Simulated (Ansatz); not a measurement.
Li: the change of pressure with volume per atom

Results calculated with Ansatz 0.2.0, not measured. Periodic Kohn-Sham DFT of a crystal at fixed atoms; pressure and stress are positive in compression; the energy is the free energy less that of spherical unpolarised free atoms; site moments are those in the method's own spheres, positive along +z.

Cell of the first row (space group Fm-3m, No. 225):
```
CELL_PARAMETERS angstrom
0.00000 2.15700 2.15700
2.15700 0.00000 2.15700
2.15700 2.15700 0.00000
ATOMIC_POSITIONS crystal
Li 0.00000 0.00000 0.00000
```

Settings of every row: method frozen-core PAW; functional PBEsol; relativity scalar; k mesh 13x13x13; filling fermi-dirac; smearing width 0.08 eV; wave cutoff 420 eV; paw set soft_2.

Atom start moment: 0 on all atoms.

Limits: PAW files made with PBE.

```
row  volume per atom (Å³)  pressure (GPa)
  1                20.073           0.104
  2                20.286          -0.041
  3                  20.5          -0.179
  4                20.927          -0.437
  5                21.141          -0.558
  6                21.354          -0.673
  7                21.568          -0.784
  8                21.781          -0.889
  9                22.208          -1.087
 10                22.422          -1.179
 11                22.635               ?
```

Question: what pressure should row 11 give?

Worked fit of pressure. Take u = (V_r/V)^(2/3) − 1 with V_r = 21.247 Å³ an atom, which is twice the finite (Eulerian) strain; such expansions in the strain, on which the Birch-Murnaghan equation of state is built, carry the rest volume and the bulk modulus. The shown rows have u = 0.03862, 0.03134, 0.02415, 0.01017, 0.00334, -0.00334, -0.00995, -0.01641, -0.02906, -0.03525. Least squares give pressure = −0.616 + 17.24 × u + 35.97 × u² GPa; a straight line predicts inner rows, each left out in turn, worse (root mean square 0.017 against 0.0004 GPa). The rows lie off it by 0.001, -0.001, 0.000, 0.000, 0.000, 0.000, 0.000, 0.000, 0.000, 0.000. The pressure vanishes at u = 0.0334, or V = 20.23 Å³ an atom, and there the bulk modulus at fixed shape and fractions is B = −V dP/dV = (2/3)(1 + u) dP/du = 13.5 GPa. The withheld row has u = -0.04131, so the fit gives −0.616 + 17.24 × (-0.04131) + 35.97 × (-0.04131)² = -1.267 GPa.

The calculation gave -1.267 GPa. The fit meets it to the printed digit. This row lies beyond the range of the fit.
